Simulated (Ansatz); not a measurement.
## AgB2: the change of energy above lowest point with volume scale

Results calculated with Ansatz 0.2.0, not measured. Free energy against uniform scaling of the volume at fixed shape and fractions; periodic cell, basis, potentials, k mesh and filling as listed.

The cell before it is scaled or strained (space group P6/mmm, No. 191):
```
cell vectors (Å)
   3.0268     0.0000     0.0000
  -1.5134     2.6213     0.0000
   0.0000     0.0000     4.0639
atoms (fractions of the cell vectors)
Ag  0.00000  0.00000  0.00000
B   0.33333  0.66667  0.50000
B   0.66667  0.33333  0.50000
```

Settings of every row: functional PBE; dispersion none; potentials PAW; wave cutoff 420 eV; density cutoff 1680 eV; k mesh 11x11x7; k shift 0x0x0; occupations cold; smearing width 0.1 eV; spin none.

Limits: coarse k mesh, up to 40 meV an atom off; the cell comes from a prototype or a list of computed structures and needn't be the stable phase.

```
row  volume scale  V (Å³/atom)  energy above lowest point (meV/atom)
  1           0.9        9.673                                  57.2
  2         0.925        9.942                                  29.9
  3          0.95        10.21                                    12
  4         0.975       10.479                                     ?
  5             1       10.748                                     0
  6         1.025       11.017                                     4
  7          1.05       11.285                                  13.5
  8         1.075       11.554                                  27.9
  9           1.1       11.823                                  46.6
```

Question: what energy above lowest point should row 4 give?

Worked fit of energy above lowest point. Take u = (V_r/V)^(2/3) − 1 with V_r = 10.883 Å³ an atom, which is twice the finite (Eulerian) strain; such expansions in the strain, on which the Birch-Murnaghan equation of state is built, carry the rest volume and the bulk modulus. The shown rows have u = 0.08175, 0.06214, 0.04347, 0.00836, -0.00813, -0.02389, -0.0391, -0.05373. Least squares give energy above lowest point = 1.27 − 243.7 × u + 11242 × u² + 1366 × u³ meV/atom; a parabola predicts inner rows, each left out in turn, worse (root mean square 0.11 against 0.04 meV/atom). All shown rows lie on it to the printed digit. Its lowest point lies at u = 0.0108, or V = 10.71 Å³ an atom, and the curvature there gives the bulk modulus at fixed shape and fractions, B = (4/9)(1 + u)² E″(u)/V = 153 GPa. Letting shape and atoms relax would as a rule lower it, by much in layered, chain or molecular crystals. The withheld row has u = 0.02554, so the fit gives 1.27 − 243.7 × (0.02554) + 11242 × (0.02554)² + 1366 × (0.02554)³ = 2.4 meV/atom.

The calculation gave 2.4 meV/atom. The fit meets it to the printed digit.
